Whether a contact metal can be evaporated from a moderately heated source or needs a much hotter one depends largely on the energy that frees an atom from the solid. For the six atoms below, the energy over elements is this cost: the energy of a free atom less that of one atom in the solid element, here from a meta-GGA density functional. It can be estimated from a single property found in any handbook, the boiling temperature.

Free atoms (spin-polarised) and a relaxed N2 molecule (spin-unpolarised) in a 15 × 15.5 × 16 Å box, computed with Ansatz 0.2.0 (plane-wave PAW, scalar-relativistic, r2SCAN) at a 500 eV cutoff, the Γ point and 0.005 eV Gaussian smearing, without symmetry. Energies over elements are per atom, at zero smearing, relative to the elements' standard states in the same functional.

```csv
species,starting moment,energy over elements (eV/atom),spin moment (μB)
Al,1 μB,3.592,1.00
Co,3 μB,4.715,3.00
N2,0 μB,0.000,0.00
Ni,2 μB,4.653,2.00
Ru,4 μB,6.298,4.00
Si,2 μB,4.667,2.00
Ti,2 μB,4.668,4.00
```

Two limits show why boiling is informative. Near zero temperature only energy counts, and every atom stays in the condensed phase. At very high temperature only the room to move counts, and every atom goes into the vapour. The boiling point lies where the two balance, so it measures the binding energy against a gain in room.

The balance can be written down by treating the liquid as a hot solid. An atom vibrating about its site explores a small volume $v$, and its binding energy $E$ gives it the statistical weight $v\,e^{E/k_BT}$. In the vapour it has the weight $V=k_BT/p$, the volume per atom at pressure $p$. The motion of the atom contributes the same factor in both phases, so its mass drops out, and equal weights at the boiling temperature $T_b$ give

$$E = k_B T_b \ln\frac{V}{v}.$$

At 3000 K and 1 bar, $V$ is about $4\times10^5$ Å$^3$, while $v$ is of the order of 0.1 Å$^3$. The logarithm of their ratio is then about 15. Because it is a logarithm, it varies slowly: a vibration volume smaller by a factor of 2.7 raises it by only one unit. Among elements that boil at broadly similar temperatures, the boiling temperature therefore rises roughly in proportion to the binding.

One coefficient fitted to all six atoms gives $E\approx16\,k_BT_b$, close to this estimate. The formula without any fitted constant averages 15.7. Here $v$ is estimated for each element from its rough mass and Debye temperature, which together tell how stiffly the atom is held. It accounts for the size of the coefficient and for part of its variation: aluminium, titanium and silicon come out lowest, in the right order, but ruthenium comes out highest, where the table has cobalt. The rough measured energies also put ruthenium highest, so this mismatch may lie partly in the calculation. Melting and electronic entropy are left out, so part of the close agreement may be a cancellation.

With $k_B\times1000$ K equal to 0.086 eV, the rule for mental arithmetic is **1.4 eV for every 1000 K of boiling temperature**. Aluminium boils at roughly 2800 K, which gives $1.4\times2.8=3.9$ eV; the calculation gives 3.6 eV. Ruthenium boils at roughly 4400 K, which gives $1.4\times4.4=6.2$ eV, against a computed 6.3 eV. Both rows were part of the fit, so they illustrate the rule and do not test it independently.

Over the six atoms the typical (root-mean-square) miss is 0.26 eV, the largest in energy is 0.37 eV, for titanium, and the largest in proportion is 9% of the computed energy, for aluminium. Quoting the average of the six energies for every element would miss by 0.79 eV. The melting temperature is a poorer guide here, with a typical miss of 0.54 eV even after its own coefficient is fitted, but most of that comes from aluminium, which it puts 1.2 eV too low, so the comparison rests largely on one atom. Melting leaves atoms bound to their neighbours, whereas boiling sets them free.

The rule separates weak, middling and strong binding, but it cannot be trusted to rank close neighbours. Cobalt, nickel, silicon and titanium lie within 0.06 eV of each other in the calculation, yet the rule spreads them over 0.56 eV. A fixed logarithm can cause misses of this kind: one unit in 16 is about 6%, or 0.3 eV for these elements. Part of the mismatch may also lie in the calculation, since rough measured energies of the four spread over 0.5 eV, in the same order as the rule. Between nickel and titanium the rule's difference is only about twice its typical miss, so it is a hint and not a firm ranking.

The computed energies also limit how finely the rule can be judged. They differ from rough recalled measured values by typically 0.26 eV, as much as the rule differs from the calculation. Titanium needs particular care: its computed atom has a spin moment of 4 μB, whereas the real ground state has 2 μB. The computed cobalt and nickel atoms mix s and d character in a minority-spin orbital, so they match no single textbook configuration. None of the six atoms is certain to be in its lowest computed state, and a lower one would reduce the energy in the table. Leaving titanium out moves the coefficient only from 16.1 to 16.3.

Nitrogen shows where the rule changes its meaning. Its zero in the table is a definition, because the N$_2$ molecule is itself the reference for the element. Applied to liquid nitrogen, which boils at about 77 K, the rule gives 0.11 eV per molecule. That is a crude estimate for parting the molecules from each other, nearly double the measured heat of vaporisation, partly because a cold vapour has less room per molecule, which makes the logarithm smaller. The bond inside each molecule, roughly 10 eV strong, stays intact. Boiling prices whatever leaves the liquid, so the rule gives the energy of free atoms only for elements whose vapour consists mainly of atoms. Even for these it was fitted only to boiling temperatures from 2800 to 4400 K. For soft metals that boil much lower, such as sodium, the vapour has less room and the atoms vibrate more widely, so the logarithm is smaller and the rule is expected to give too high an energy.

The analysis output below lists the boiling temperatures used, which are rough recalled values, and the estimate for each atom.

Output of the analysis:

```
Boiling rule (N2 not applied, set to 0):
  row  boiling K  E/kTb  derived E/kTb  rule eV  rule less table eV  miss percent  rough measured eV
   Al       2800  14.89          14.52     3.92               0.328         9.131                3.4
   Co       3200   17.1          15.76     4.48              -0.235        -4.984                4.4
   N2         77      0              0        0                   0             0                  0
   Ni       3200  16.87          15.76     4.48              -0.173        -3.718                4.4
   Ru       4400  16.61          17.25     6.16              -0.138        -2.191                6.7
   Si       3500  15.47          15.65      4.9               0.233         4.993                4.6
   Ti       3600  15.05          15.18     5.04               0.372         7.969                4.9
fit of E on 6 rows (atom): coefficient of kTb 16.06 +/- 0.38; rms 0.254, worst Ti 0.315, leave-one-out rms 0.303
  rows outside the fit (model, value, miss): N2 0.1066, 0, 0.107
Coefficient E/kTb without Ti: 16.28
Mean derived E/kTb, six atoms: 15.69
Rms miss of 1.4 eV per 1000 K, eV: 0.2596
Largest miss of this rule, percent: 9.131
Best melting rule, eV per 1000 K: 2.612
Rms miss of melting rule, eV: 0.5445
Melting rule less table for Al, eV: -1.162
Rms miss when the mean of six atoms is quoted, eV: 0.7916
Table range of Co Ni Si Ti, eV: 0.062
Rule range of Co Ni Si Ti, eV: 0.56
Rms of rule less rough measured energy, eV: 0.3377
Rms of table less rough measured energy, eV: 0.2646
Rule at 77 K for nitrogen, eV per molecule: 0.1078
```
